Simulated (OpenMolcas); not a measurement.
# C2F6 (hexafluoroethane): a line through the functionals

C2F6 has 8 atoms, charge 0, and is taken as a singlet. As SMILES, `FC(F)(F)C(F)(F)F`. The shape is that of a PBE0-D4/def2-TZVP optimisation.

The vertical energy of the triplet above the singlet y, in eV, basis 6-31G(d); a is the functional's share of exact exchange. Programs: OpenMolcas 26.06.

| functional | program | a | y (eV) |
| --- | --- | --- | --- |
| PBE | OpenMolcas | 0 | 10.03 |
| BLYP | OpenMolcas | 0 | 10.10 |
| B3LYP | OpenMolcas | 0.2 | ? |
| PBE0 | OpenMolcas | 0.25 | 10.90 |
| BHLYP | OpenMolcas | 0.5 | 11.81 |

Problem. Fit y = c + s·a to the known rows and predict B3LYP.

Solution. 
1. Means of the 4 rows: a = 0.1875, y = 10.710.
2. Σ(Δa)² = 0.17188, Σ(Δa·Δy) = 0.5975, so the slope is 0.5975/0.17188 = 3.4763.
3. Intercept: 10.710 − (3.4763) × 0.1875 = 10.058. The largest residual of the fit is 0.042.
4. B3LYP: 10.058 + (3.4763) × 0.2 = 10.75 eV.

The run gave 10.82 eV, so the prediction is off by -0.07 eV, more than the scatter of the fit. The rows mix families of semi-local functionals, which the line can't see.

The vertical triplet energy of C2F6 climbs steadily with the share of exact exchange, from 10.03 eV with PBE to 11.81 eV with BHLYP. In this saturated molecule the excitation has to take an electron out of a σ-bonding or fluorine lone-pair level and place it in a σ* or diffuse orbital. Exact exchange lowers the occupied levels relative to the empty ones, and the attraction between electron and hole probably offsets only part of that widening.

The B3LYP miss isn't random: BLYP and BHLYP also lie above the common line, while PBE and PBE0 lie below it. Even a line through BLYP and BHLYP alone would fall slightly short of 10.82 eV, which suggests that B3LYP's own mix of semi-local exchange and correlation also plays a part. The slope is thus a sound guide to sensitivity, but not to the true excitation energy, since a basis without diffuse functions describes Rydberg character poorly and may place the triplet too high.
